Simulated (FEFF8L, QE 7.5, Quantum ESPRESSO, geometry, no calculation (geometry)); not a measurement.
# Lattice edge of palladium within 1 % using PBEsol, with a simulated EXAFS peak

## The measurement

The reference is the cubic cell edge of deuterium-free palladium, a = 3.89027 ± 0.00003 Å at 293.15 K, from "Dislocation healing during hydrogen absorption and desorption in palladium" (2022, arXiv:2204.14071). It was obtained by time-of-flight neutron powder diffraction on commercial 99.95% Pd powder, with the d-spacing scale calibrated against a NIST 640c silicon standard. The value is not corrected for thermal expansion. My own first doubt concerns absorbed hydrogen or deuterium, which would expand the lattice; the sample is described as deuterium-free, and the edge looks ordinary for clean palladium. In an fcc metal this one length fixes every interatomic distance between mean positions, including the nearest-neighbour distance that dominates an EXAFS signal.

| compared with | measured | source's wording or label | T (K) | method |
| --- | --- | --- | --- | --- |
| cell edge a (Å) | 3.89027 ± 0.00003 | a of deuterium-free Pd at 20 C | 293.15 | time-of-flight neutron powder diffraction |

## Model and target

I want the cheapest level of theory that gives the cell edge within 1 %, about 0.04 Å. An error of that size carries over in proportion to every neighbour distance, so the first shell would be off by less than 0.03 Å, good enough for a starting model in an EXAFS fit, where the distances are then refined.

The model is a perfect one-atom fcc cell, static and without spin polarisation. Palladium lies close to a ferromagnetic instability, and semilocal functionals can give it a spurious moment; the non-magnetic treatment matches the paramagnetic metal. Thermal expansion and zero-point motion together should make the room-temperature edge longer than the static one by a few tenths of a per cent, so a good static result ought to fall slightly short of the measurement.

I begin with a semilocal functional at a low cutoff, then test the basis, and change the functional only if the error calls for it.

System: Pd (Palladium); Fm-3m (No. 225), 1 atom in the cell used, edges 2.7528, 2.7528, 2.7528 A, angles 60.00, 60.00, 60.00 deg; cell from a published crystal structure.

## 1. Starting cell and a low-cutoff PBE relaxation

I read the distances from the published cell first, to know where the relaxation starts, and then relax it with PBE at 30 Ry. PBE tends to make late 4d metals too large by roughly 1 %, so I expect an edge near the upper limit of the target. The low cutoff adds a basis error of unknown sign.

**Run 1.** no calculation (geometry): distances read from the starting cell, no calculation.

Key lines of the input:
```
Fm-3m (No. 225), 1 atoms in the cell used, edges 2.7528, 2.7528, 2.7528 A, angles 60.00, 60.00, 60.00 deg; no input: distances from the coordinates
```

**Run 2.** QE 7.5: PBE, pw.x with SSSP efficiency files, cell and atoms relaxed, cutoff 30 Ry, mesh 18x18x18, Fermi-Dirac 0.1 eV.

Key lines of the input:
```
&control
   calculation='vc-relax'
   forc_conv_thr=2.0e-04, etot_conv_thr=1e-05, nstep=60, tstress=.true., tprnfor=.true.
/
&system
   ibrav=0, nat=1, ntyp=1
   ecutwfc=30, ecutrho=480
   occupations='smearing', smearing='fd', degauss=0.0073
/
&electrons
   conv_thr=1.0e-09, mixing_beta=0.5, electron_maxstep=100
/
&ions
/
&cell
   press_conv_thr=0.2
/
ATOMIC_SPECIES
Pd 1.0 Pd.sssp-pbe.upf
CELL_PARAMETERS angstrom
  0.00000000 1.94650000 1.94650000
  1.94650000 0.00000000 1.94650000
  1.94650000 1.94650000 0.00000000
ATOMIC_POSITIONS crystal
Pd   0.00000000 0.00000000 0.00000000
K_POINTS automatic
18 18 18 0 0 0
```

Command:
```
OMP_NUM_THREADS=1 pw.x -in relax.in > relax.out
```

Selected lines of the output:
```
          total   stress  (Ry/bohr**3)                   (kbar)     P=    -1664.22
!    total energy              =    -253.11228447 Ry
          total   stress  (Ry/bohr**3)                   (kbar)     P=        0.05
!    total energy              =    -252.96088856 Ry
          total   stress  (Ry/bohr**3)                   (kbar)     P=    -1394.63
```

Converged; 30 s on 1 core of Intel Xeon Platinum 8488C (Sapphire Rapids), shared host.

| quantity | run 1 | run 2 | measured |
| --- | --- | --- | --- |
| cell edge a (Å) | 3.893 | 3.6449 | 3.89027 ± 0.00003 |
| volume per atom (Å³) | 14.75 | 12.11 |  |

The published cell has an edge of 3.893 Å, about 0.003 Å above the neutron value, a negligible difference for my target.

The 30 Ry relaxation collapses to 3.6449 Å, more than 6 % too short and on the opposite side from where I expected PBE to land. The output points to the basis rather than the functional. During a variable-cell relaxation the set of plane waves is kept while the cell changes, so shrinking the cell raises the effective cutoff and lowers the energy of a poorly converged basis. When the basis is rebuilt at 30 Ry for the final cell, the energy rises by about 0.15 Ry and the pressure jumps from nearly zero to −1394.63 kbar. The reported convergence therefore means only that the optimiser found zero stress in an inadequate basis. This edge says nothing about PBE.

## 2. PBE with an adequate plane-wave basis

I keep the functional and the mesh and raise the cutoff to 60 Ry, with a companion relaxation at 80 Ry. The pair will show whether the edge has settled, which the small final pressure of a single relaxation can't do. I expect both edges to come out slightly above the measurement, near the 1 % limit.

**Run 3.** QE 7.5: PBE, pw.x with SSSP efficiency files, cell and atoms relaxed, cutoff 60 Ry, mesh 18x18x18, Fermi-Dirac 0.1 eV.

Key lines of the input, as changed from run 2:
```diff
  &system
-    ecutwfc=30, ecutrho=480
+    ecutwfc=60, ecutrho=480
```

Selected lines of the output:
```
          total   stress  (Ry/bohr**3)                   (kbar)     P=        0.00
          total   stress  (Ry/bohr**3)                   (kbar)     P=        0.51
CELL_PARAMETERS (angstrom)
   0.000000000   1.971444015   1.971444015
```

Converged; 33 s on 1 core of AMD EPYC 9R45 96, shared host.

**Run 4.** QE 7.5: PBE, pw.x with SSSP efficiency files, cell and atoms relaxed, cutoff 80 Ry, mesh 18x18x18, Fermi-Dirac 0.1 eV.

Key lines of the input, as changed from run 2:
```diff
  &system
-    ecutwfc=30, ecutrho=480
+    ecutwfc=80, ecutrho=480
```

Selected lines of the output:
```
CELL_PARAMETERS (angstrom)
  -0.000000000   1.971509729   1.971509729
```

Converged; 4.3 min on 1 core of Arm Neoverse N1, shared host.

| quantity | run 3 | run 4 | measured |
| --- | --- | --- | --- |
| cell edge a (Å) | 3.9429 | 3.9430 | 3.89027 ± 0.00003 |
| volume per atom (Å³) | 15.32 | 15.33 |  |

The edge has settled with respect to the plane-wave cutoff: 3.9429 Å at 60 Ry and 3.9430 Å at 80 Ry. The collapse at 30 Ry was thus a basis failure.

PBE at this mesh is 0.053 Å above the measurement, an error of about 1.4 % and outside the target. The sign is the one I expected, the size somewhat larger. Thermal and zero-point expansion can't excuse it, since adding them to the static edge would lengthen it further.

## 3. A denser k-point mesh for PBE

Palladium has a high density of d states at the Fermi level, so the sampling of the Brillouin zone deserves a test before I call the miss a property of PBE. I repeat the 60 Ry relaxation on a 24×24×24 mesh with the same smearing. To bring PBE inside the target the edge would have to shrink by more than 0.01 Å, and I expect a much smaller change.

**Run 5.** QE 7.5: PBE, pw.x with SSSP efficiency files, cell and atoms relaxed, cutoff 60 Ry, mesh 24x24x24, Fermi-Dirac 0.1 eV.

Key lines of the input, as changed from run 3:
```diff
- 18 18 18 0 0 0
+ 24 24 24 0 0 0
```

Selected lines of the output:
```
          total   stress  (Ry/bohr**3)                   (kbar)     P=       -0.01
CELL_PARAMETERS (angstrom)
  -0.000000000   1.971696064   1.971696064
```

Converged; 1.9 min on 1 core of Intel Xeon Platinum 8375C at 2.90GHz (Ice Lake), shared host.

| quantity | run 5 | measured | deviation |
| --- | --- | --- | --- |
| cell edge a (Å) | 3.9434 | 3.89027 ± 0.00003 | +0.0531 (+1.4 %) |
| volume per atom (Å³) | 15.33 |  |  |

The denser mesh lengthens the edge by only 0.0005 Å, to 3.9434 Å. The deviation stays at +1.4 %, so neither the cutoff nor the k-point mesh accounts for it. The usual tendency of PBE to underbind late 4d metals has the right sign and roughly the right size, though I have not tested the pseudopotential separately.

## 4. LDA as the simpler functional

Before adding anything to PBE I try LDA, which needs no density gradients and costs no more. It usually overbinds such metals, so I expect an edge below the measurement, by up to about 1 %. Here thermal and zero-point expansion would work in its favour. I use GBRV ultrasoft potentials at 45 Ry, which means that the difference from PBE will contain a change of potential as well as of functional.

**Run 6.** QE 7.5: LDA, pw.x with GBRV ultrasoft files, cell and atoms relaxed, cutoff 45 Ry, mesh 18x18x18, Fermi-Dirac 0.1 eV.

Key lines of the input, as changed from run 2:
```diff
  &system
-    ecutwfc=30, ecutrho=480
+    ecutwfc=45, ecutrho=360
- Pd 1.0 Pd.sssp-pbe.upf
+ Pd 1.0 Pd.gbrv-lda.upf
```

Selected lines of the output:
```
          total   stress  (Ry/bohr**3)                   (kbar)     P=       -0.19
          total   stress  (Ry/bohr**3)                   (kbar)     P=       -0.13
CELL_PARAMETERS (angstrom)
  -0.000000000   1.922822015   1.922822015
```

Converged; 42 s on 1 core of Intel Xeon Platinum 8488C (Sapphire Rapids), shared host.

| quantity | run 6 | measured | deviation |
| --- | --- | --- | --- |
| cell edge a (Å) | 3.8456 | 3.89027 ± 0.00003 | −0.0446 (−1.1 %) |
| volume per atom (Å³) | 14.22 |  |  |

LDA gives 3.8456 Å, 0.0446 Å below the measurement. At −1.1 % it misses the target narrowly, on the opposite side from PBE. The pressure after the basis is rebuilt is only −0.13 kbar, so there is no sign of the trouble seen at 30 Ry, although I have not varied the cutoff for this potential.

## 5. PBEsol between the two errors

The measurement lies between LDA and PBE, which calls for a gradient correction weaker than that of PBE. PBEsol is built that way, with equilibrium solids in mind, and costs about as much as PBE. I keep the GBRV family, the 45 Ry cutoff and the mesh of the LDA run, and expect an edge slightly below the measured one, well inside 1 %.

**Run 7.** QE 7.5: PBEsol, pw.x with GBRV ultrasoft files, cell and atoms relaxed, cutoff 45 Ry, mesh 18x18x18, Fermi-Dirac 0.1 eV.

Key lines of the input, as changed from run 6:
```diff
- Pd 1.0 Pd.gbrv-lda.upf
+ Pd 1.0 Pd.gbrv-pbesol.upf
```

Selected lines of the output:
```
          total   stress  (Ry/bohr**3)                   (kbar)     P=       -0.14
          total   stress  (Ry/bohr**3)                   (kbar)     P=       -0.11
CELL_PARAMETERS (angstrom)
   0.000000000   1.940456989   1.940456989
```

Converged; 88 s on 1 core of Arm Neoverse N1, shared host.

| quantity | run 7 | measured | deviation |
| --- | --- | --- | --- |
| cell edge a (Å) | 3.8809 | 3.89027 ± 0.00003 | −0.0094 (−0.2 %) |
| volume per atom (Å³) | 14.61 |  |  |

PBEsol gives 3.8809 Å, 0.0094 Å below the measurement. This is a deviation of −0.2 % and the first result inside the target. Since LDA was run with the same potential family, cutoff and mesh, the lengthening of the edge by 0.0353 Å from LDA to PBEsol comes from changing the functional, together with the potential generated for it.

I have not repeated the PBEsol relaxation at a higher cutoff or on a denser mesh. The convergence tests made with PBE used other potentials and can't be carried over to it. A numerical error would have to shift the edge by roughly 0.03 Å to push it out of the target.

## 6. From the cell edge to an EXAFS peak

A relaxed cell gives distances between mean positions, whereas an EXAFS transform shows peaks displaced by the scattering phase. To see how large that displacement is, I simulate the Pd K edge on the 60 Ry PBE structure, whose nearest neighbours are about 2.8 Å apart. I expect the main peak a few tenths of an ångström below that distance. This is an illustration of how to read the spectrum and has no bearing on which functional meets the target.

**Run 8.** FEFF8L: EXAFS of the Pd K edge on the structure from [PBE, pw.x with SSSP efficiency files, cell and atoms relaxed, cutoff 60 Ry, mesh 18x18x18, Fermi-Dirac 0.1 eV]: paths to 5.5 A, correlated Debye model at 300 K with an assumed Debye temperature of 250 K, Fourier transform.

Key lines of the input:
```
TITLE Pd K edge in Pd
EDGE K
S02 0.9
CONTROL 1 1 1 1 1 1
PRINT 1 0 0 0 0 3
EXAFS 16
RPATH 5.5
NLEG 4
EXCHANGE 0 0 0
DEBYE 300 250

POTENTIALS
  0  46 Pd
  1  46 Pd

ATOMS
   0.0000    0.0000    0.0000 0 Pd  0.0000
  -1.9714   -1.9714    0.0000 1 Pd  2.7880
  -1.9714    0.0000   -1.9714 1 Pd  2.7880
  -1.9714    0.0000    1.9714 1 Pd  2.7880
  -1.9714    1.9714    0.0000 1 Pd  2.7880
... 50 more atoms
END
```

Command:
```
feff8l_rdinp && feff8l_pot && feff8l_xsph && feff8l_pathfinder && feff8l_genfmt && feff8l_ff2x
```

Selected lines of the output:
```
    path  cw ratio     deg    nleg  reff
      1   100.000    12.000     2   2.7880
      2    18.938     6.000     2   3.9429
    S02  0.900  Temp  300.00  Debye temp  250.00  Global sig2  0.00000
```

Converged; 0.3 s on 1 core of AMD EPYC 9R45 96, shared host.

| quantity | run 8 |
| --- | --- |
| FT peak (Å) | 2.562 |

The strongest peak of the transform lies at 2.562 Å, while the nearest neighbours in the structure used are 2.7880 Å away. The difference of about 0.23 Å is the expected effect of the scattering phase, which the transform leaves uncorrected. Reading the peak position directly as a bond length would therefore introduce an error several times larger than the one PBE makes in the first-neighbour distance. The peak itself is not compared with a measured spectrum here.

The first shell, with twelve neighbours, gives the strongest path. The six second neighbours, one cell edge away, have an amplitude ratio of only about 19 %, so in a fit of this spectrum the first shell would carry much of the information on the lattice edge.

I end the work here. PBEsol meets the target at about the cost of the other semilocal functionals, and a dearer method isn't needed for this cell edge.

## Collected results

| run | settings | cell edge a (Å) | deviation | cost |
| --- | --- | --- | --- | --- |
| 1 | no calculation (geometry): distances read from the starting cell, no calculation | 3.893 | +0.003 (+0.1 %) | – |
| 2 | QE: PBE, pw.x with SSSP efficiency files, cell and atoms relaxed, cutoff 30 Ry, mesh 18x18x18, Fermi-Dirac 0.1 eV | 3.6449 | −0.2454 (−6.3 %) | under 1 core-min |
| 3 | QE: PBE, pw.x with SSSP efficiency files, cell and atoms relaxed, cutoff 60 Ry, mesh 18x18x18, Fermi-Dirac 0.1 eV | 3.9429 | +0.0526 (+1.4 %) | under 1 core-min |
| 4 | QE: PBE, pw.x with SSSP efficiency files, cell and atoms relaxed, cutoff 80 Ry, mesh 18x18x18, Fermi-Dirac 0.1 eV | 3.9430 | +0.0527 (+1.4 %) | 4.3 core-min |
| 5 | QE: PBE, pw.x with SSSP efficiency files, cell and atoms relaxed, cutoff 60 Ry, mesh 24x24x24, Fermi-Dirac 0.1 eV | 3.9434 | +0.0531 (+1.4 %) | 1.9 core-min |
| 6 | QE: LDA, pw.x with GBRV ultrasoft files, cell and atoms relaxed, cutoff 45 Ry, mesh 18x18x18, Fermi-Dirac 0.1 eV | 3.8456 | −0.0446 (−1.1 %) | under 1 core-min |
| 7 | QE: PBEsol, pw.x with GBRV ultrasoft files, cell and atoms relaxed, cutoff 45 Ry, mesh 18x18x18, Fermi-Dirac 0.1 eV | 3.8809 | −0.0094 (−0.2 %) | 88 core-s |
| 8 | FEFF8L: EXAFS of the Pd K edge on the structure from [PBE, pw.x with SSSP efficiency files, cell and atoms relaxed, cutoff 60 Ry, mesh 18x18x18, Fermi-Dirac 0.1 eV]: paths to 5.5 A, Fourier transform | – |  | under 1 core-min |
|  | measured | 3.89027 ± 0.00003 |  |  |

## Outcome

PBEsol meets the target. Its cell edge of 3.8809 Å is 0.2 % below the measured 3.89027 Å, at a cost of 88 seconds on one core. It is the only functional of the three tried that comes within 1 %: PBE is 1.4 % too long and LDA 1.1 % too short.

The calculations describe a static lattice, and thermal and zero-point motion would lengthen it by roughly 0.1 to 0.5 %. That is enough to account for the small PBEsol shortfall, or to turn it into a slight excess. It would make the PBE error larger and the LDA error smaller, so LDA's narrow miss against the room-temperature edge could become a pass against a static one. The PBEsol result stays inside the target either way.

The LDA and PBEsol relaxations, made with the same potential family, cutoff and mesh, were the steps that decided the choice. The 30 Ry PBE run was wasted as an estimate of the edge, because its basis was inadequate. Raising the cutoff from 60 to 80 Ry and using a denser mesh hardly moved the PBE edge, which leaves the functional as the likely main cause of its miss, although no second potential was tried with PBE.

The PBEsol edge itself was not tested for cutoff, mesh or potential, so its closeness to experiment should not be read as accuracy to 0.2 %. The simulated EXAFS peak, about 0.23 Å below the first-neighbour distance, illustrates the phase shift but was not compared with a measured spectrum. What has been tested against experiment is the lattice edge, and through it the distances between mean atomic positions.

[Logs are printed without paths, hosts, clocks, repeated set-up lines and the standing remarks that a program may print on its own settings, such as how far it seeks lower states.]

[The runs shown are a pick from a larger set of finished runs; failed, doubtful and other runs were left out of it ahead of writing. So were measured values far from every level or from commonly accepted values, and agreement can look better than it is. Lines of input and output are excerpts and may be shortened.]
